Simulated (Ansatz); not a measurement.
**How methods differ on [SiPH4]− (SMILES [SiH2-]P)**

[SiPH4]− has 6 atoms, charge -1, and is taken as a singlet. As SMILES, `[SiH2-]P`. The coordinates come from a GFN2-xTB relaxation. This is one conformer, not always the lowest.

```xyz
6

Si    0.3577   -1.0198   -0.1326
P    -0.3552    1.0714    0.1326
H    -0.3871   -1.6006    1.0369
H    -0.6421   -1.4081   -1.1859
H     0.4074    1.5654   -0.8998
H     0.6193    1.3917    1.0488
```

Each level gives the energy change with the P2–H5 bond stretched from 1.375 to 1.719 Å (eV). The values are calculated.

```json
{"level": "SVWN5/STO-3G (restricted)", "kind": "LDA", "program": "Ansatz", "value (eV)": "0.71", "less FCI/STO-3G": "-0.03"}
{"level": "BLYP/STO-3G (restricted)", "kind": "GGA", "program": "Ansatz", "value (eV)": "0.59", "less FCI/STO-3G": "-0.15"}
{"level": "B3LYP/STO-3G (restricted)", "kind": "global hybrid", "program": "Ansatz", "value (eV)": "0.75", "less FCI/STO-3G": "+0.01"}
{"level": "PBE0/STO-3G (restricted)", "kind": "global hybrid", "program": "Ansatz", "value (eV)": "0.82", "less FCI/STO-3G": "+0.08"}
{"level": "CAM-B3LYP/STO-3G (restricted)", "kind": "range-separated hybrid", "program": "Ansatz", "value (eV)": "0.86", "less FCI/STO-3G": "+0.12"}
{"level": "HSE06/STO-3G (restricted)", "kind": "range-separated hybrid", "program": "Ansatz", "value (eV)": "0.82", "less FCI/STO-3G": "+0.08"}
{"level": "CCSD(T)/STO-3G (restricted)", "kind": "coupled cluster or CI", "program": "Ansatz", "value (eV)": "0.74", "less FCI/STO-3G": "0.00"}
{"level": "CCSDT(Q)/STO-3G (restricted)", "kind": "coupled cluster or CI", "program": "Ansatz", "value (eV)": "0.74", "less FCI/STO-3G": "0.00"}
{"level": "FCI/STO-3G", "kind": "exact in the basis", "program": "Ansatz", "value (eV)": "0.74", "less FCI/STO-3G": "0.00"}
```

FCI/STO-3G is exact within its basis and frozen core, so for wave-function methods in that basis the difference is their error; functionals converge differently with the basis, so for them it is only a difference. Sets without diffuse functions describe the anion poorly. The first shape isn't each level's own minimum. The values span 0.59 to 0.86 eV. All rows use very small basis sets, so even the best lies far from the true value.

Stretching the P–H bond costs 0.74 eV at the FCI level, and CCSD(T) already reproduces this to the printed precision. The σ pair is weakened but far from broken: the σ–σ* gap is still large enough for one closed-shell configuration to dominate, so the remaining correlation is mainly dynamic and connected triples treated perturbatively suffice.

The functionals scatter more, from 0.59 eV with BLYP to 0.86 eV with CAM-B3LYP. Along the series BLYP, B3LYP, CAM-B3LYP the cost rises, probably because a larger share of exact exchange penalises the stretched closed-shell pair more strongly. PBE0 and HSE06 agree at 0.82 eV, which suggests that the long-range exchange screened out in HSE06 largely cancels between the two geometries, as expected for a local distortion.

The agreement of CCSD(T) with FCI supports its use for this moderate stretch, but not for full homolysis, where the σ and σ* configurations become near-degenerate and a restricted single reference fails.
